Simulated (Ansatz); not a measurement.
A series in volume per atom on Mg2O5

Equation of state of a cubic crystal from periodic Kohn-Sham density functional theory without spin; pressure corrected for the finite basis. The results are calculated, by Ansatz 0.2.0 development build.

Cell of the first row (space group Pn-3m, No. 224):
```
cell vectors (Å)
   5.0731     0.0000     0.0000
   0.0000     5.0731     0.0000
   0.0000     0.0000     5.0731
atoms (fractions of the cell vectors)
Mg  0.00000  0.00000  0.00000
Mg  0.50000  0.50000  0.00000
Mg  0.50000  0.00000  0.50000
Mg  0.00000  0.50000  0.50000
O   0.50000  0.00000  0.00000
O   0.00000  0.50000  0.00000
O   0.00000  0.00000  0.50000
O   0.50000  0.50000  0.50000
O   0.75000  0.75000  0.25000
O   0.75000  0.25000  0.75000
O   0.25000  0.75000  0.75000
O   0.75000  0.25000  0.25000
O   0.25000  0.75000  0.25000
O   0.25000  0.25000  0.75000
```

Settings of every row: formula Mg2O5; structure type cubic X2O5; functional PBE; spin treatment none; k mesh 21x21x21; occupation method fermi-dirac; occupation width 0.061225619 eV; wave cutoff 420 eV; datasets soft-1 PAW; density cutoff ratio 4.

Limits: a cubic model structure, not a phase known at ambient conditions; no spin polarisation, a magnetic state may lie lower.

| row | volume per atom (Å³) | pressure (GPa) | energy above lowest point (meV/atom) |
| --- | --- | --- | --- |
| 1 | 9.326 | 8.396 | 14.69 |
| 2 | 9.524 | 5.279 | 6.26 |
| 3 | 9.723 | 2.478 | 1.48 |
| 4 | 9.921 | -0.039 | 0 |
| 5 | 10.12 | -2.302 | 1.47 |
| 6 | 10.318 | -4.337 | 5.6 |
| 7 | 10.516 | ? | ? |

Question: what pressure and energy above lowest point should row 7 give?

Worked fit of pressure. Take u = (V_r/V)^(2/3) − 1 with V_r = 9.822 Å³ an atom, which is twice the finite (Eulerian) strain; such expansions in the strain, on which the Birch-Murnaghan equation of state is built, carry the rest volume and the bulk modulus. The shown rows have u = 0.03515, 0.02075, 0.00678, -0.00666, -0.01973, -0.03231. Least squares give pressure = 1.185 + 187.163 × u + 508.01 × u² GPa; a straight line predicts inner rows, each left out in turn, worse (root mean square 0.22 against 0.0084 GPa). The rows lie off it by 0.005, -0.008, 0.001, 0.000, 0.008, -0.005 (root mean square 0.0055 GPa). The pressure vanishes at u = -0.0064, or V = 9.918 Å³ an atom, and there the bulk modulus at fixed shape and fractions is B = −V dP/dV = (2/3)(1 + u) dP/du = 120 GPa. The withheld row has u = -0.0445, so the fit gives 1.185 + 187.163 × (-0.0445) + 508.01 × (-0.0445)² = -6.138 GPa.

The calculation gave -6.166 GPa. The fit lies 0.028 GPa (0.19 % of the column's range) above it; its largest miss of a shown row is 0.008 GPa. This row lies beyond the range of the fit.

Worked fit of energy above lowest point. Take u = (V_r/V)^(2/3) − 1 with V_r = 9.822 Å³ an atom, which is twice the finite (Eulerian) strain; such expansions in the strain, on which the Birch-Murnaghan equation of state is built, carry the rest volume and the bulk modulus. The shown rows have u = 0.03515, 0.02075, 0.00678, -0.00666, -0.01973, -0.03231. Least squares give energy above lowest point = 0.349 + 109.09 × u + 8451.9 × u² + 1452 × u³ meV/atom; a parabola predicts inner rows, each left out in turn, worse (root mean square 0.019 against 0.009 meV/atom). The rows lie off it by 0.00, 0.00, 0.00, 0.00, -0.01, 0.00. Its lowest point lies at u = -0.0065, or V = 9.918 Å³ an atom, and the curvature there gives the bulk modulus at fixed shape and fractions, B = (4/9)(1 + u)² E″(u)/V = 119 GPa. The withheld row has u = -0.0445, so the fit gives 0.349 + 109.09 × (-0.0445) + 8451.9 × (-0.0445)² + 1452 × (-0.0445)³ = 12.10 meV/atom.

The calculation gave 12.12 meV/atom. The fit lies 0.02 meV/atom (0.14 % of the column's range) below it; its largest miss of a shown row is 0.01 meV/atom. This row lies beyond the range of the fit.
